\section*{Punch-through voltage of a 0.25 $\mu$m bulk n-MOSFET with an anti-punch-through implant}

\subsection*{Problem}

An n-channel bulk silicon MOSFET at $T=300$ K has n$^+$ source and drain whose metallurgical junctions are $L=0.25\ \mu$m apart. An anti-punch-through implant puts $N=3\times10^{17}$ cm$^{-3}$ acceptors between them, which I treat as uniform and ionized along the buried source--drain path. The junctions are abrupt and one-sided.

Measured data for Si at 300 K: static dielectric constant 11.7 (as listed by the Ioffe Institute) and fundamental gap $E_g=1.12$ eV (as listed by Dahvyd Wing 2021). Typical or approximate inputs: $n_i\approx1.0\times10^{10}$ cm$^{-3}$, source/drain doping $N_D\approx10^{20}$ cm$^{-3}$, electron diffusivity in the p region $D_n\approx13$ cm$^2$/s, and the approximate empirical avalanche field of a planar one-sided junction, $\mathcal E_c\approx0.4\ \mathrm{MV/cm}\,/[1-\tfrac13\log_{10}(N/10^{16}\,\mathrm{cm^{-3}})]$. Design choices: supply $V_{DD}=2.5$ V, junction radius $r_j=0.10\ \mu$m, and a leakage criterion of 1 nA per $\mu$m of width carried by a layer $0.10\ \mu$m thick.

(a) Derive the drain voltage $V_{pt}$ at which the two depletion regions merge in one dimension. (b) Evaluate it for $V_{sb}=0$ and test the long-channel form $qNL^2/2\varepsilon$. (c) Find the effect of body bias and the margins in $L$ and $N$ at $V_{DD}$. (d) Find the electron barrier after merging and the voltage at which the leakage criterion is met. (e) Size what the model leaves out.

\subsection*{(a) The merge condition}

Conventions: $y$ runs from the source junction ($y=0$) to the drain junction ($y=L$), $x$ is depth, and $\psi$ is the electrostatic potential measured from the neutral p body. $V_{sb}\ge0$ is the reverse bias of the source with respect to the body and $V_{ds}\ge0$. Both junctions have the same built-in potential $V_{bi}$, so
\begin{equation}
\psi(0)=a\equiv V_{bi}+V_{sb},\qquad \psi(L)=a+V_{ds}.
\end{equation}
Where the holes are gone the charge density is $-qN$, and with no variation in $x$ Poisson's equation reads
\begin{equation}
\frac{d^2\psi}{dy^2}=\frac{qN}{\varepsilon}\equiv 2K,\qquad K=\frac{qN}{2\varepsilon}.
\label{pois}
\end{equation}
In the depletion approximation $\psi$ and $d\psi/dy$ both vanish at the depletion edge. At distance $s$ from a junction whose depletion width is $w$, the field magnitude is $2K(w-s)$, and integrating it from 0 to $w$ gives a potential drop $Kw^2$. Hence
\begin{equation}
y_S=\sqrt{a/K},\qquad y_D=\sqrt{(a+V_{ds})/K}.
\end{equation}
The neutral gap $L-y_S-y_D$ closes when
\begin{equation}
\sqrt{V_{bi}+V_{sb}}+\sqrt{V_{bi}+V_{sb}+V_{ds}}=L\sqrt{\frac{qN}{2\varepsilon}} .
\label{merge}
\end{equation}
As long as a neutral gap exists $y_S$ does not depend on $V_{ds}$, so I set $y_D=L-y_S$ and solve for the drain voltage:
\begin{equation}
V_{pt}=\frac{qN}{2\varepsilon}(L-y_S)^2-V_{bi}-V_{sb}.
\label{vpt}
\end{equation}
Expanding the square, the term $Ky_S^2=a$ cancels the last two terms exactly. With $V_0\equiv KL^2=qNL^2/2\varepsilon$,
\begin{equation}
V_{pt}=V_0\left(1-\frac{2y_S}{L}\right)=V_0-2\sqrt{V_0\,a}.
\label{short}
\end{equation}
This is the form I prefer. It shows that $V_{pt}\to V_0$ for $L\gg y_S$, that the relative correction is of first order in $y_S/L$ with coefficient 2, and that a solution with $V_{ds}\geq0$ exists only for $L\ge2y_S$; a shorter device is merged already at zero drain bias.

\subsection*{(b) Numbers at $V_{sb}=0$}

The thermal voltage is $V_T=k_BT/q=25.85$ mV. The n$^+$ side is degenerate, so I use the convention that its Fermi level lies at the conduction-band edge and that the intrinsic level lies at midgap:
\begin{equation}
\psi_B=V_T\ln\frac{N}{n_i}=25.85\ \mathrm{mV}\times17.217=0.445\ \mathrm{V},
\end{equation}
\begin{equation}
V_{bi}=\frac{E_g}{2q}+\psi_B=0.560\ \mathrm V+0.445\ \mathrm V=1.005\ \mathrm V .
\end{equation}
I carry $V_{bi}=1.005$ V as the input from here on and allow $\pm0.05$ V for the convention. With $\varepsilon=11.7\,\varepsilon_0=1.0359\times10^{-12}$ F/cm and $qN=4.8065\times10^{-2}$ C/cm$^3$,
\begin{equation}
K=2.3199\times10^{10}\ \mathrm{V/cm^2}=231.99\ \mathrm{V/\mu m^2},
\end{equation}
\begin{equation}
V_0=231.99\ \mathrm{V/\mu m^2}\times(0.25\ \mu\mathrm m)^2=14.499\ \mathrm V,
\end{equation}
\begin{equation}
y_S=\sqrt{\frac{1.005\ \mathrm V}{231.99\ \mathrm{V/\mu m^2}}}=65.82\ \mathrm{nm},\qquad L-y_S=184.18\ \mathrm{nm}.
\end{equation}
Equation \eqref{vpt} gives
\begin{equation}
V_{pt}=231.99\ \mathrm{V/\mu m^2}\times(0.18418\ \mu\mathrm m)^2-1.005\ \mathrm V=7.870\ \mathrm V-1.005\ \mathrm V=6.865\ \mathrm V .
\end{equation}
Cross-check with \eqref{short}: $1-2y_S/L=0.47345$, and $14.499\ \mathrm V\times0.47345=6.865$ V. These digits are the arithmetic of the model, kept so that I can take differences below. I quote the model value as 6.9 V, and part (e) shows that its second figure is already soft.

The long-channel form overshoots by the factor $V_0/V_{pt}=2.1$. To bring it within 10\% I would need $2y_S/L\le0.1$, that is $L\ge20y_S=1.32\ \mu$m. Written in voltages the same condition is $V_0\ge400a=402$ V, and for given $a$ this contains no doping. So $qNL^2/2\varepsilon$ is a correct asymptote and it gives the right scaling variable, $NL^2$, but it is a poor value for the merge voltage of any low-voltage transistor.

\subsection*{(c) Body bias and design margins}

From \eqref{short}, with the peak field at the drain junction $\mathcal E_D=2Ky_D$ taken at the merge point:
\begin{center}
\begin{tabular}{ccccc}
$V_{sb}$ (V) & $y_S$ (nm) & $y_D$ (nm) & $V_{pt}$ (V) & $\mathcal E_D$ (MV/cm)\\ \hline
0 & 65.8 & 184.2 & 6.9 & 0.855\\
1 & 93.0 & 157.0 & 3.7 & 0.729\\
2 & 113.8 & 136.2 & 1.3 & 0.632
\end{tabular}
\end{center}
The slope is $\partial V_{pt}/\partial a=-\sqrt{V_0/a}=-L/y_S$, equal to $-3.80$ at $V_{sb}=0$: body bias widens both regions, and a volt on the narrow source region buys more width than a volt on the wide drain region. Inverting \eqref{short}, merging at a given $V_{ds}$ needs $a=(V_0-V_{ds})^2/4V_0$. For $V_{ds}=2.5$ V this is 2.48 V, or $V_{sb}=1.48$ V; for $V_{ds}=0$ it is $V_0/4$, or $V_{sb}=2.62$ V.

At $V_{sb}=0$ and $V_{ds}=V_{DD}$ the drain region is $y_D=\sqrt{3.505\ \mathrm V/K}=122.9$ nm wide with $\mathcal E_D=0.57$ MV/cm. The shortest channel that stays unmerged is
\begin{equation}
L_{\min}=y_S+y_D=65.8\ \mathrm{nm}+122.9\ \mathrm{nm}=188.7\ \mathrm{nm},
\end{equation}
which leaves a neutral gap of 61.3 nm in the nominal device. At fixed $L$, \eqref{merge} fixes the lowest doping through the $V_0$ that it requires, $(\sqrt{1.005}+\sqrt{3.505})^2\ \mathrm V=8.264$ V. Since $V_0\propto N$,
\begin{equation}
N_{\min}=N\times\frac{8.264\ \mathrm V}{14.499\ \mathrm V}=0.570\,N=1.71\times10^{17}\ \mathrm{cm^{-3}} .
\end{equation}
Letting $V_{bi}$ follow the doping through $V_T\ln(N_{\min}/N)$ changes this only to $1.70\times10^{17}$ cm$^{-3}$.

Process sensitivities at fixed $a$: $\partial V_{pt}/\partial\ln N=V_0-\sqrt{V_0a}=10.7$ V, so a 10\% change of doping moves $V_{pt}$ by about 1.1 V. The length derivative is $\partial V_{pt}/\partial L=2K(L-y_S)=85.5$ V/$\mu$m, which is the drain field itself; $L=225$ nm and 275 nm give 4.9 V and 9.1 V. The logarithmic sensitivities are 1.56 to $N$ and 3.11 to $L$, well above the exponents 1 and 2 that $V_0$ alone would suggest, because $V_{pt}$ is a difference of two comparable terms.

\subsection*{(d) What merging does to the barrier}

Merging is a geometric event, and I want to know what it means for current. For $V_{ds}>V_{pt}$ the path is fully depleted, \eqref{pois} holds on all of $0<y<L$, and the two boundary values fix the solution:
\begin{equation}
\psi(y)=a+\left(\frac{V_{ds}}{L}-KL\right)y+Ky^2 .
\end{equation}
The minimum of $\psi$, which is the top of the electron barrier, and the barrier height seen from the source are
\begin{equation}
y_m=\frac L2\left(1-\frac{V_{ds}}{V_0}\right),\qquad
\phi_B=a-\psi(y_m)=Ky_m^2=\frac{(V_0-V_{ds})^2}{4V_0}.
\label{bar}
\end{equation}
Inserting \eqref{short} gives $y_m=y_S$ and $\phi_B=a$ at $V_{ds}=V_{pt}$, so the two regimes join continuously. Three things follow.

First, at $V_{pt}$ the barrier still has its full height. $V_{pt}$ marks the point where the drain takes control of the barrier from the body. From there $\partial\phi_B/\partial V_{ds}=-y_m/L$, which is $-0.263$ at onset, so one decade ($V_T\ln10=59.5$ mV of barrier) costs 226 mV of drain voltage.

Second, the barrier vanishes at $V_{ds}=V_0$. The quantity $qNL^2/2\varepsilon$ thus has an exact meaning of its own in this model: it is the voltage at which the field at the source junction is zero. $V_{pt}$ and $V_0$ bracket the range over which the barrier collapses, here 6.9 V to 14.5 V.

Third, \eqref{bar} contains no $V_{sb}$. For any bias the barrier is the smaller of $V_{bi}+V_{sb}$ and $(V_0-V_{ds})^2/4V_0$. Reverse body bias lowers $V_{pt}$ but never lowers the barrier: it raises it until the regions merge and then has no further effect. At $V_{ds}=2.5$ V the barrier saturates at 2.48 V, so the low entries in the table are not a leakage hazard in one dimension. They say that the body has lost control.

For the current at $V_{sb}=0$ I use drift--diffusion with constant $D_n$ and the Einstein relation. The particle flux is $-D_ne^{\psi/V_T}\,d(ne^{-\psi/V_T})/dy$ and is constant without generation or recombination. Electrons in equilibrium with the source have $ne^{-\psi/V_T}=n_i^2/N=333$ cm$^{-3}$; at the drain end this quantity is smaller by $e^{-V_{ds}/V_T}$ and drops out. Integrating over the parabola, with $\psi_m=\psi(y_m)$ and the Debye length $L_D=\sqrt{\varepsilon V_T/qN}=\sqrt{V_T/2K}=7.46$ nm,
\begin{equation}
J=\frac{qD_n\,n_i^2/N}{\int_0^Le^{-\psi/V_T}dy}=\frac{qD_n}{\sqrt{2\pi}L_D}\,\frac{n_i^2}{N}\,e^{\psi_m/V_T}.
\end{equation}
The Gaussian integral may be extended to infinity because $y_m$ is several $L_D$. The effective width is $\sqrt{2\pi}L_D=18.7$ nm and the effective velocity $D_n/\sqrt{2\pi}L_D=6.9\times10^6$ cm/s. The prefactor of the exponential, which is the value the formula takes at nominal onset ($\psi_m=0$), is $J_0=3.7\times10^{-10}$ A/cm$^2$. The criterion is $1\ \mathrm{nA}/(1\ \mu\mathrm m\times0.10\ \mu\mathrm m)=1.0$ A/cm$^2$, which needs
\begin{equation}
\psi_m=V_T\ln(J/J_0)=0.561\ \mathrm V,\qquad \phi_B=V_{bi}-\psi_m=0.444\ \mathrm V,
\end{equation}
\begin{equation}
V_{ds}=V_0-2\sqrt{V_0\phi_B}=14.50\ \mathrm V-5.07\ \mathrm V\approx9.4\ \mathrm V .
\end{equation}
There $y_m=43.7$ nm and a decade costs 340 mV. The density at the barrier top for equilibrium with the source is $9.0\times10^{11}$ cm$^{-3}\ll N$, so ignoring mobile charge in \eqref{pois} is consistent. A barrier this thin is at the limit of a diffusion picture, since emission over the top caps the velocity. If I allow a factor of 3 in the prefactor, the voltage moves by $V_T\ln3\,(L/y_m)=0.16$ V only. In one dimension, then, the current-defined voltage lies 2.6 V above the merge voltage.

\subsection*{(e) What the model leaves out}

\emph{Built-in potential and n$^+$ side.} The $\pm0.05$ V in $V_{bi}$ becomes $\mp0.19$ V in $V_{pt}$. The n$^+$ side takes a fraction of about $N/N_D=0.3\%$ of each junction drop, over $y_DN/N_D=0.55$ nm at the drain. That is negligible for abrupt junctions; a graded or lightly doped drain would absorb more and raise $V_{pt}$.

\emph{Soft depletion edges.} Keeping the holes, with their quasi-Fermi level held by the body, \eqref{pois} becomes $\psi''=2K(1-e^{-\psi/V_T})$. Multiplying by $\psi'$ and integrating from the minimum,
\begin{equation}
\psi'^2=4K\left[\psi-\psi_m-V_T\left(e^{-\psi_m/V_T}-e^{-\psi/V_T}\right)\right].
\label{pb}
\end{equation}
For an isolated junction ($\psi_m=0$, $\psi\gg V_T$) the charge corresponds to a drop reduced by $V_T$; replacing $a$ by $a-V_T$ in \eqref{short} shifts $V_{pt}$ by $+0.10$ V. The larger point is that each edge is spread over a few $L_D$, and one $L_D$ is worth $85.5\ \mathrm{V/\mu m}\times7.46\ \mathrm{nm}=0.64$ V. To see the state at the nominal $V_{pt}$, I require that $\int d\psi/|\psi'|$ from $\psi_m$ to $a$ plus the same integral from $\psi_m$ to $a+V_{pt}$ equal $L$. Solving this numerically with \eqref{pb} gives $\psi_m=53$ mV. The hole density at the minimum is then 13\% of $N$, and the electron density there is already about 8 times $n_i^2/N$. The onset is gradual on a scale of roughly $\pm0.6$ V.

\emph{Junction breakdown.} The given expression yields $\mathcal E_c=0.79$ MV/cm at this doping. A planar junction reaches it at a total drop $\mathcal E_c^2/4K=6.7$ V, that is at a reverse bias $V_{ds}+V_{sb}=5.7$ V, with $y_D=170$ nm and 14 nm of gap left at $V_{sb}=0$. On this input avalanche precedes merging by 1.2 V. The ordering is not firm, because a critical field 10\% higher gives 7.1 V, just above $V_{pt}$. The 9.4 V of part (d) would need $V_{ds}/L+KL=0.96$ MV/cm at the drain, beyond either value. Band-to-band tunnelling, which I do not compute, adds drain-to-body leakage at such fields.

\emph{Two-dimensional field.} In depleted silicon the full equation is $\partial_y^2\psi=2K-\partial_x^2\psi$, so the lateral problem sees an effective doping $N^*=N-(\varepsilon/q)\,\partial_x^2\psi$. The correction has either sign.

Around a curved junction the field lines fan out and $N^*>N$. To size this I treat each junction as an isolated cylinder of radius $r_j$, depleted out to $r_d=r_j+w$. Gauss's law gives the radial field $K(r_d^2-r^2)/r$, and with $\xi=w/r_j$ the drop is
\begin{equation}
\Delta\psi=Kr_j^2\left[(1+\xi)^2\ln(1+\xi)-\xi-\tfrac12\xi^2\right]=Kw^2\left(1+\tfrac13\xi+\dots\right).
\end{equation}
With $Kr_j^2=2.320$ V, setting $\Delta\psi=1.005$ V gives $w_S=60.7$ nm. The drain must then supply $w_D=189.3$ nm, which takes $\Delta\psi=12.1$ V, so merging moves to $V_{ds}=11.1$ V, a shift of $+4.2$ V. The junction field would be 1.7 MV/cm, more than twice $\mathcal E_c$. This estimate ignores the gate and the interaction of the two regions, so I take from it only the sign and the size: curvature delays merging by several volts and favours breakdown.

Under the gate the sign is opposite. A gate-induced depletion layer has $\partial_x^2\psi>0$, equal to the whole $2K$ in a long channel, so $N^*<N$. At this doping the layer reaches $\sqrt{2\psi_B/K}=62$ nm at threshold, a large part of a $0.10\ \mu$m junction depth. From part (c), $N^*=0.570N$ is enough to merge at $V_{DD}$: where the vertical field takes up 43\% of the acceptor charge, the margin is gone. In that layer the barrier is set jointly by gate and drain, which is drain-induced barrier lowering, and \eqref{vpt} says nothing about it. The formula applies to a path below the reach of the gate and between nearly vertical junction walls.

\subsection*{Result}

For $N=3\times10^{17}$ cm$^{-3}$, $L=0.25\ \mu$m and $V_{sb}=0$, the one-dimensional merge voltage is
\begin{equation}
V_{pt}=\frac{qNL^2}{2\varepsilon}\left(1-\frac{2y_S}{L}\right)\approx6.9\ \mathrm V,
\end{equation}
against $qNL^2/2\varepsilon=14.5$ V, which is the voltage of complete barrier collapse. The onset is blurred by about $\pm0.6$ V within the one-dimensional picture, two-dimensional corrections reach several volts in either direction, and planar avalanche is estimated at 5.7 V, in the same range. For the buried path the implant is adequate at 2.5 V: the one-dimensional limits are $L_{\min}\approx0.19\ \mu$m and $N_{\min}\approx1.7\times10^{17}$ cm$^{-3}$.